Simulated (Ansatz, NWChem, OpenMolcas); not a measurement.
## How methods differ on C2H5B (SMILES BC=C)

C2H5B: 8 atoms, total charge 0, spin state singlet. SMILES: `BC=C`. The coordinates come from a PBE0-D4/def2-TZVP relaxation.

Each level gives the vertical electron affinity (to the doublet anion) (eV). The values are calculated.

The electron affinity is E(neutral) − E(anion): positive where the electron is bound.

```json
{"level": "SVWN5/6-311+G**", "kind": "LDA", "program": "OpenMolcas", "value (eV)": "0.47", "CPU time (all runs)": "1.7 min"}
{"level": "revPBE/6-311+G**", "kind": "GGA", "program": "Ansatz", "value (eV)": "0.26", "CPU time (all runs)": "16 s"}
{"level": "B3LYP/6-311+G**", "kind": "global hybrid", "program": "OpenMolcas", "value (eV)": "0.22", "CPU time (all runs)": "2.3 min"}
{"level": "M06-2X/6-311+G**", "kind": "hybrid meta-GGA", "program": "NWChem", "value (eV)": "0.13", "CPU time (all runs)": "56 s"}
{"level": "r2SCAN0/6-311+G**", "kind": "hybrid meta-GGA", "program": "Ansatz", "value (eV)": "0.32", "CPU time (all runs)": "30 s"}
{"level": "wB97M-V/6-311+G**", "kind": "range-separated hybrid", "program": "Ansatz", "value (eV)": "0.09", "CPU time (all runs)": "2.4 min"}
{"level": "wB97X/6-311+G**", "kind": "range-separated hybrid", "program": "Ansatz", "value (eV)": "0.07", "CPU time (all runs)": "64 s"}
{"level": "MP2/6-311+G**", "kind": "perturbation theory", "program": "NWChem", "value (eV)": "-0.26", "CPU time (all runs)": "78 s"}
```

Where it was recorded, the anion's HOMO is positive in SVWN5/6-311+G**, revPBE/6-311+G**, B3LYP/6-311+G**, M06-2X/6-311+G**, r2SCAN0/6-311+G**: a fault of the level (basis or self-interaction), which says nothing on whether the real anion is bound. The values span -0.26 to 0.47 eV. Spin contamination of the reference (⟨S²⟩ at least 0.1 too high) touches MP2/6-311+G** (up to 0.10 too high). The levels disagree on the sign; a negative value means an electron held by the basis alone. CPU times are rough (shared hosts, several kinds of processor and program).

The density functionals place the vertical electron affinity of vinylborane close to zero, from 0.47 eV with SVWN5 down to 0.07 eV with wB97X, so the choice of functional matters as much as the quantity itself. The extra electron is expected to enter a π orbital built largely from the formally empty boron p orbital and mixed with the vinyl π* orbital. This conjugation makes the molecule a better acceptor than a simple alkene, and the anion is a π analogue of the allyl radical.

The two range-separated hybrids give the smallest positive values, probably because their exchange potential treats the outer region of the added electron differently. Exact exchange alone doesn't order the results, since r2SCAN0 lies above the semilocal revPBE. The data therefore support a weak acceptor at most, not a bound anion at the neutral geometry. Relaxation of the anion, probably with a shorter B–C bond and a longer C=C bond, would favour attachment, so a marginal vertical value doesn't exclude a bound relaxed anion.
